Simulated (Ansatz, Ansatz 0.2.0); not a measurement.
# High-frequency dielectric constant of MgO: r2SCAN agrees with infrared reflectance, LDA and GGAs overshoot

## Experiment

The reference is the high-frequency dielectric constant of MgO at room temperature, ε∞ = 2.95 ± 0.1, from "Infrared Optical Properties of Ferropericlase (Mg1-xFexO): Experiment and Theory" (2007, arXiv:0704.2267). It comes from infrared reflectance of a wedged single-crystal slab, analysed with an oscillator fit. ε∞ is therefore a fit parameter: the constant electronic background that remains once the lattice oscillators have been accounted for, not a direct reading at one frequency. I take it as sound, because it agrees with the square of the visible refractive index extrapolated to well below the gap. The crystal is cubic, so one number describes the whole tensor.

| compared with | measured | source's wording or label | T (K) | method |
| --- | --- | --- | --- | --- |
| ε∞ | 2.95 ± 0.1 | 2.95 ± 0.1 | room temperature | infrared reflectance, oscillator fit |

Conditions are those given with the value in the passage it was taken from; "not stated" means there, and the paper may say more elsewhere. The values are a selection: others may have been left out beforehand as unlike or outlying.

## Plan

I want the clamped-ion dielectric constant of the two-atom rocksalt cell, without the lattice part. Success is a value within 0.1 of 2.95, the uncertainty of the measurement; agreement finer than that cannot be judged against this reference.

The usual error of semilocal functionals here has a known direction: the gap comes out too small, the crystal too polarisable, and ε∞ too high. I therefore start with r2SCAN, a meta-GGA that generally opens the gap somewhat, and skip LDA and PBE as main levels. I keep the diffraction cell, a = 4.212 Å, so that a functional's error in the volume does not mix with its error in the response. Thermal and zero-point effects on the electronic response at fixed cell are left out; I expect them to be of the order of a per cent, well inside the experimental uncertainty. A GGA at the same cell gives the scale, and the k mesh has to be checked.

System: MgO (magnesium oxide (periclase)), rocksalt; Fm-3m (No. 225), 2 atoms in the primitive cell; the database structure is a diffraction structure: a = 4.212 Å; structure from the Crystallography Open Database.

## 1. r2SCAN with PBEsol beside it

r2SCAN is the level I expect to come closest. PBEsol at the same cell and the same k mesh shows how much the choice of functional matters. I expect PBEsol to lie above r2SCAN, and probably above the measured value.

**Run 1.** Ansatz 0.2.0: r2SCAN, database cell, PAW set soft_2, cutoff 500 eV (default), 8x8x8 k mesh, fixed occupations; ε∞ by linear response, susceptibility summed by the program on 12×12×12.

Key lines of the input:
```
crystal:
  # lattice and atoms
kpoints:
  mp_grid: { grid: [8, 8, 8] }
hamiltonian:
  xc: r2scan
scf:
  occupations: { method: fixed }
dielectric: {}
```

Command:
```
ansatz run input.yaml --threads 4 --pin off --max-ram 8192MiB --backend cpu --events-out ev --progress --plain --runs-dir out
```

Selected lines of the output:
```
  ε∞ (high-frequency dielectric tensor):
        3.002315     0.000000     0.000000
  solved inside a basis spanned on kpoints, on 8×8×8 k-points, its susceptibility summed on 12×12×12: ε∞ is read to err by 6.4e-3, Z* by 1.1e-2 e (field_mesh: kpoints solves on kpoints); Z* [...]
```

Converged; 10 s on 4 cores of Arm Neoverse V2, shared host.

**Run 2.** Ansatz 0.2.0: PBEsol, database cell, PAW set soft_2, cutoff 420 eV (default), 8x8x8 k mesh, fixed occupations; ε∞ by linear response, susceptibility summed by the program on 12×12×12.

Key lines of the input, as changed from run 1:
```diff
  hamiltonian:
-   xc: r2scan
+   xc: pbesol
```

Selected lines of the output:
```
Basis set: ecut = 420 eV, 339 PW (Γ) [...]
  ε∞ (high-frequency dielectric tensor):
        3.244257     0.000000     0.000000
  solved inside a basis spanned on kpoints, on 8×8×8 k-points, its susceptibility summed on 12×12×12: ε∞ is read to err by 7.1e-3, Z* by 1.1e-2 e (field_mesh: kpoints solves on kpoints); Z* [...]
```

Converged; took 5.3 s.

| quantity | run 1 | run 2 | measured |
| --- | --- | --- | --- |
| ε∞ | 3.002 | 3.244 | 2.95 ± 0.1 |

r2SCAN gives 3.002, which is 0.052 above the measured value and inside its uncertainty. PBEsol gives 3.244, too high by 0.294, in the direction expected of a functional that makes the gap too small. The default cutoff changes with the functional, from 500 to 420 eV, so the difference of 0.242 between the two is not strictly the functional's alone.

The program puts the error of the r2SCAN value from its k-point treatment at 6.4e-3, small against the 0.048 that remains to the upper edge of the experimental range. That is an internal estimate, and I want to see how such an estimate holds up against a denser mesh.

## 2. Denser mesh and relaxed cell

I make both checks with PBEsol. A full 12×12×12 calculation tests the mesh and, with it, the program's error estimate for this functional; I expect a change of about the size it states. Relaxing the cell shows how far ε∞ moves with the lattice constant, and whether the PBEsol miss could come from holding the diffraction cell. I expect a small shift that leaves the miss standing. Neither run is a convergence test of r2SCAN itself.

**Run 3.** Ansatz 0.2.0: PBEsol, database cell, PAW set soft_2, cutoff 420 eV (default), 12x12x12 k mesh, fixed occupations; ε∞ by linear response.

Key lines of the input, as changed from run 2:
```diff
  kpoints:
-   mp_grid: { grid: [8, 8, 8] }
+   mp_grid: { grid: [12, 12, 12] }
```

Selected lines of the output:
```
k-points: 163 of 1728 (irreducible under 8 space group operations, time reversal used)
  ε∞ (high-frequency dielectric tensor):
        3.243934    -0.000000     0.000000
```

Converged; took 3.2 s.

**Run 4.** Ansatz 0.2.0: PBEsol, cell relaxed with the same functional, PAW set soft_2, cutoff 420 eV (default), 8x8x8 k mesh, fixed occupations; ε∞ by linear response, susceptibility summed by the program on 12×12×12.

Key lines of the input, as changed from run 2:
```diff
  crystal:
-   # lattice and atoms
+   lattice:
+     - [0.0, 2.106982475, 2.106982475]
+     - [2.106982475, 0.0, 2.106982475]
+     - [2.106982475, 2.106982475, 0.0]
+   # atoms
```

Selected lines of the output:
```
  ε∞ (high-frequency dielectric tensor):
        3.245831     0.000000     0.000000
```

Converged; took 6.3 s.

| quantity | run 3 | run 4 | measured |
| --- | --- | --- | --- |
| ε∞ | 3.244 | 3.246 | 2.95 ± 0.1 |
| a (Å) | – | 4.214 |  |

The full 12×12×12 calculation moves the PBEsol value by only 0.0003, far less than the 7.1e-3 the program had allowed and less than I had expected. The earlier run already summed its susceptibility on 12×12×12, so this confirms the shortcut of solving on the coarser mesh; it does not test convergence beyond 12×12×12.

Relaxation changes the lattice constant from 4.212 to 4.214 Å and ε∞ by 0.002. The PBEsol miss therefore does not come from holding the diffraction cell. With so small a change of cell, the run says little about how ε∞ would respond to a larger one.

I stop here. The PBEsol excess of 0.29 is far larger than either shift. For r2SCAN the mesh error rests on the program's own estimate, which the PBEsol check did not exceed and which would have to be several times too small to carry 3.002 out of the experimental range.

## Summary of runs

| run | settings | ε∞ | deviation | cost |
| --- | --- | --- | --- | --- |
| 1 | r2SCAN, database cell, cutoff 500 eV (default), 8x8x8 k mesh, susceptibility summed by the program on 12×12×12 | 3.002 | +0.052 (+1.8 %) | under 1 core-min |
| 2 | PBEsol, database cell, cutoff 420 eV (default), 8x8x8 k mesh, susceptibility summed by the program on 12×12×12 | 3.244 | +0.294 (+10.0 %) | under 1 core-min |
| 3 | PBEsol, database cell, cutoff 420 eV (default), 12x12x12 k mesh | 3.244 | +0.294 (+10.0 %) | under 1 core-min |
| 4 | PBEsol, cell relaxed with the same functional, cutoff 420 eV (default), 8x8x8 k mesh, susceptibility summed by the program on 12×12×12 | 3.246 | +0.296 (+10.0 %) | under 1 core-min |
|  | measured | 2.95 ± 0.1 |  |  |

Further runs on the same system, made beside this series (convergence steps with loose settings among them):

| further | settings | ε∞ | deviation | cost |
| --- | --- | --- | --- | --- |
| F1 | PBE, database cell, cutoff 420 eV (default), 8x8x8 k mesh, susceptibility summed by the program on 12×12×12 | 3.205 | +0.255 (+8.6 %) | under 1 core-min |
| F2 | PBE, cell relaxed with the same functional, cutoff 420 eV (default), 8x8x8 k mesh, susceptibility summed by the program on 12×12×12 | 3.241 | +0.291 (+9.9 %) | under 1 core-min |
| F3 | LDA, cell relaxed with the same functional, cutoff 420 eV (default), 8x8x8 k mesh, susceptibility summed by the program on 12×12×12 | 3.183 | +0.233 (+7.9 %) | under 1 core-min |
| F4 | LDA, database cell, cutoff 420 eV (default), 8x8x8 k mesh, susceptibility summed by the program on 12×12×12 | 3.226 | +0.276 (+9.4 %) | under 1 core-min |
| F5 | PBEsol, database cell, cutoff 420 eV (default), 4x4x4 k mesh, susceptibility summed by the program on 8×8×8 | 3.244 | +0.294 (+10.0 %) | under 1 core-min |
|  | measured | 2.95 ± 0.1 |  |  |

## Verdict

r2SCAN at the diffraction cell meets the target: ε∞ = 3.002 against 2.95 ± 0.1, an excess of 0.052 or 1.8 %, for less than one core-minute. LDA, PBE and PBEsol all miss, at the diffraction cell and at their own relaxed cells, with excesses of 0.233 to 0.296. They cost no more than a core-minute either, so nothing is gained by stepping down to them.

The comparison with PBEsol at the same cell mattered most. The mesh is not the cause of its miss: a coarser 4×4×4 calculation and the full 12×12×12 one both give 3.244. Relaxing PBEsol added little, because its cell hardly moved. For LDA and PBE, relaxation shifts ε∞ by about 0.04, in opposite directions, which is still too little to remove their errors.

All the deviations are positive, as theory leads one to expect when the gap is too small and the crystal too polarisable. That r2SCAN does better because it opens the gap is my conjecture; a comparison of gaps is not shown in this report. Its remaining excess may be a remnant of the same error, but it lies within the experimental uncertainty and needs no separate explanation. Thermal and zero-point effects, which I put at roughly a per cent, are of similar size to that excess, and their sign is not shown in this report.

The r2SCAN value rests on one calculation with its default cutoff and one PAW set. The program's estimate covers its k-point error, but a higher cutoff and other potentials are not shown in this report. I therefore claim agreement within the measurement's uncertainty, and not an accuracy of 1.8 % for the functional.

[Logs are printed without paths, hosts, clocks, repeated set-up lines and the standing remarks that a program may print on its own settings, such as how far it seeks lower states.]

[The runs shown are a pick from a larger set of finished runs; failed, doubtful and other runs were left out of it ahead of writing. So were measured values far from every level or from commonly accepted values, and agreement can look better than it is. Lines of input and output are excerpts and may be shortened.]
